**Student:** You said $g=2$ needs no relativity. I learned it as Dirac's result.

**Lecturer:** Lévy-Leblond showed in 1967 that Dirac's trick also works on $E=p^2/2m$. Seek $\theta=AE+\mathbf B\cdot\mathbf p+Cm$ with $\theta^2=p^2-2mE$, in atomic units for this step. Matching terms gives $A^2=C^2=0$, $\{A,C\}=-2$, $\{B_i,B_j\}=2\delta_{ij}$ and $\{A,B_i\}=\{C,B_i\}=0$. With $B_4=A-C/2$ and $B_5=i(A+C/2)$, five matrices anticommute and square to one. Odd dimensions fail on taking determinants, and $2\times2$ holds only three such matrices, so $4\times4$ is the minimum:

$$\theta=\begin{pmatrix}\boldsymbol\sigma\cdot\mathbf p&-2m\\E&-\boldsymbol\sigma\cdot\mathbf p\end{pmatrix},\qquad \theta\begin{pmatrix}\phi\\ \chi\end{pmatrix}=0 .$$

That reads $\boldsymbol\sigma\cdot\mathbf p\,\phi=2m\chi$ and $E\phi=\boldsymbol\sigma\cdot\mathbf p\,\chi$. The speed of light appears nowhere.

**Student:** You forced a perfect square. Allow $\theta'\theta$ with $\theta'\ne\theta$.

**Lecturer:** Then $B_i'B_j+B_j'B_i=2\delta_{ij}$, and the four matrices $B_5^{-1}B_i$, $i\le4$, still anticommute. Still $4\times4$. Now couple an electron of charge $-e$, in SI: $E\to E-V$, $\mathbf p\to\boldsymbol\pi=\mathbf p+e\mathbf A$, with $\mathbf A$ and $\mathbf B=\nabla\times\mathbf A$ now the fields. Eliminating $\chi$,

$$E\phi=\left[\frac{(\boldsymbol\sigma\cdot\boldsymbol\pi)^2}{2m}+V\right]\phi=\left[\frac{\pi^2}{2m}+V+\mu_B\,\boldsymbol\sigma\cdot\mathbf B\right]\phi,\qquad \mu_B=\frac{e\hbar}{2m}.$$

With the dimensionless spin $\mathbf S=\boldsymbol\sigma/2$ the last term is $g\mu_B\mathbf S\cdot\mathbf B$ with $g=2$. The conserved density is $\phi^\dagger\phi$, and the probability current is

$$\mathbf j=\phi^\dagger\boldsymbol\sigma\chi+\chi^\dagger\boldsymbol\sigma\phi=\frac1m\mathrm{Re}\,\phi^\dagger\boldsymbol\pi\phi+\frac{\hbar}{2m}\nabla\times(\phi^\dagger\boldsymbol\sigma\phi).$$

**Student:** A curl drops out of the continuity equation. Its coefficient looks like bookkeeping.

**Lecturer:** An energy measures it. Write the pair as $H\Psi=EM\Psi$ with

$$H=\begin{pmatrix}V&\boldsymbol\sigma\cdot\boldsymbol\pi\\ \boldsymbol\sigma\cdot\boldsymbol\pi&-2m\end{pmatrix},\qquad M=\begin{pmatrix}1&0\\0&0\end{pmatrix}.$$

For $\int\phi^\dagger\phi\,d^3r=1$ the first-order shift is $\delta E=\int\Psi^\dagger\delta H\,\Psi\,d^3r=e\int\mathbf A\cdot\mathbf j\,d^3r$, with $\mathbf j$ unperturbed. Take the valence electron of a free lithium atom: $\phi=\psi(r)\eta$, $\psi$ real, $\eta$ a constant spinor, $\mathbf s=\eta^\dagger\boldsymbol\sigma\eta$. Then

$$\chi=-\frac{i\hbar}{2m}\psi'\,\boldsymbol\sigma\cdot\hat{\mathbf r}\,\eta,\qquad \mathbf j=\frac{\hbar}{2m}(\psi^2)'\,\hat{\mathbf r}\times\mathbf s .$$

The convective part vanishes, so the scalar Schrödinger equation would give no first-order shift at all. A point nuclear dipole has $\mathbf A=(\mu_0/4\pi)\,\boldsymbol\mu\times\hat{\mathbf r}/r^2$. The angular average of $(\boldsymbol\mu\times\hat{\mathbf r})\cdot(\hat{\mathbf r}\times\mathbf s)$ is $-\tfrac23\boldsymbol\mu\cdot\mathbf s$, and the volume element $4\pi r^2dr$ cancels $1/r^2$:

$$\delta E=-\frac{2\mu_0}{3}\mu_B\,\boldsymbol\mu\cdot\mathbf s\int_0^\infty(\psi^2)'\,dr=\frac{2\mu_0}{3}\mu_B\,\boldsymbol\mu\cdot\mathbf s\;\psi(0)^2 .$$

That is the Fermi contact term, reached without a delta function. Put $\boldsymbol\mu=g_I\mu_N\mathbf I$: the operator is $A_{\rm hf}\,\mathbf I\cdot\mathbf S$ with $A_{\rm hf}=\tfrac{2\mu_0}{3}g\mu_Bg_I\mu_N\psi(0)^2$ and $g=2$. It is the same as averaging the Pauli term over the dipole field, whose contact part is $\tfrac{2\mu_0}{3}\boldsymbol\mu\,\delta^3(\mathbf r)$.

**Student:** Lithium has three electrons. Where does $\psi$ come from?

**Lecturer:** From two basis functions, with $r$ in bohr:

$$f_1=\sqrt{a^3/\pi}\,e^{-ar},\qquad f_2=\sqrt{b^5/3\pi}\;r\,e^{-br},\qquad \psi=\frac{f_2-\Delta f_1}{\sqrt{1-\Delta^2}},$$

which is orthogonal to the frozen core orbital $f_1$. The assumed exponents are those of Slater's rules, $a=2.70$ and $b=0.65$. In closed form

$$\Delta=\langle f_1|f_2\rangle=\frac{8\sqrt3\,a^{3/2}b^{5/2}}{(a+b)^4}=0.166,\qquad \psi(0)^2=\frac{a^3}{\pi}\frac{\Delta^2}{1-\Delta^2}=0.178\ a_0^{-3}.$$

Since $f_2(0)=0$, all the contact density comes from orthogonality to the core.

**Student:** That $\psi$ isn't an eigenfunction, so your perturbation formula fails.

**Lecturer:** The number is then an expectation value, but the identity survives. The equation for $\chi$ has no time derivative and no $V$, so it is solved exactly for any $\phi$. The part of $\langle\phi|(\boldsymbol\sigma\cdot\boldsymbol\pi)^2|\phi\rangle/2m$ linear in $\mathbf A$ is again $e\int\mathbf A\cdot\mathbf j\,d^3r$. The factor $g=2$ is exact in the model; only $\psi(0)^2$ is approximate.

For $^7$Li use the typical values $I=3/2$ and $\mu=3.256\,\mu_N$, so $g_I=2.171$. The constants give $4\mu_0\mu_B\mu_N/(3ha_0^3)=799.3$ MHz, hence $A_{\rm hf}/h=309$ MHz. With $\mathbf F=\mathbf I+\mathbf S$, $\mathbf I\cdot\mathbf S$ is $+3/4$ for the five states with $F=2$ and $-5/4$ for the three with $F=1$. The levels lie at $+232$ and $-386$ MHz, and the model's splitting is $2A_{\rm hf}/h=0.62$ GHz.

**Student:** Is that what lithium does?

**Lecturer:** As typical knowledge, the free-atom splitting is near 0.8 GHz, so the model is low by roughly a quarter. It leaves out spin polarisation of the 1s core and correlation, and its basis is minimal. These affect the spin density at the nucleus, not $g$.

**Student:** If it does this well, why keep Dirac?

**Lecturer:** Look at the eliminated component. Dirac's equation, with $E$ counted from $mc^2$ and $\mathbf A=0$, gives $(E-V)\phi=\boldsymbol\sigma\cdot\mathbf p\,K\,\boldsymbol\sigma\cdot\mathbf p\,\phi$ with $K=c^2/(2mc^2+E-V)$. For central $K$,

$$\boldsymbol\sigma\cdot\mathbf p\,K\,\boldsymbol\sigma\cdot\mathbf p=\mathbf p\cdot K\mathbf p+\frac{\hbar K'}{r}\boldsymbol\sigma\cdot\mathbf L,\qquad \mathbf L=\mathbf r\times\mathbf p .$$

To leading order $K'=V'/4m^2c^2$, which is spin-orbit coupling. The same gradient of $K$, together with the share of the norm that Dirac's lower component carries, yields the Darwin term $\hbar^2\nabla^2V/8m^2c^2$. For Lévy-Leblond $K=1/2m$ is constant and $M$ ignores $\chi$, so both terms are absent: the $2p_{1/2}$ and $2p_{3/2}$ levels stay degenerate.

**Student:** Darwin is a contact term too. Surely it swamps this one.

**Lecturer:** In size, yes. Its nuclear part is $\tfrac{\pi}{2}Z\alpha^2\,\psi(0)^2a_0^3\,E_h$, which for $Z=3$ is 9.8 cm$^{-1}$ in the model, against a splitting of 0.021 cm$^{-1}$. But it is spin-independent, as is the mass-velocity term of the same order in $\alpha$, and it shifts both $F$ levels together. Relativistic corrections to the splitting itself are of relative order $(Z\alpha)^2=4.8\times10^{-4}$.

**Student:** So Galilean invariance proves $g=2$?

**Lecturer:** No. Linearisation plus minimal coupling gives it. A term $\kappa\mu_B\boldsymbol\sigma\cdot\mathbf B$ may be added to $V$ by hand, which makes $g=2(1+\kappa)$, just as Dirac's equation admits an anomalous moment. For the electron the leading radiative value is $\kappa=\alpha/2\pi=1.2\times10^{-3}$, far below the uncertainty in this model's $\psi(0)^2$.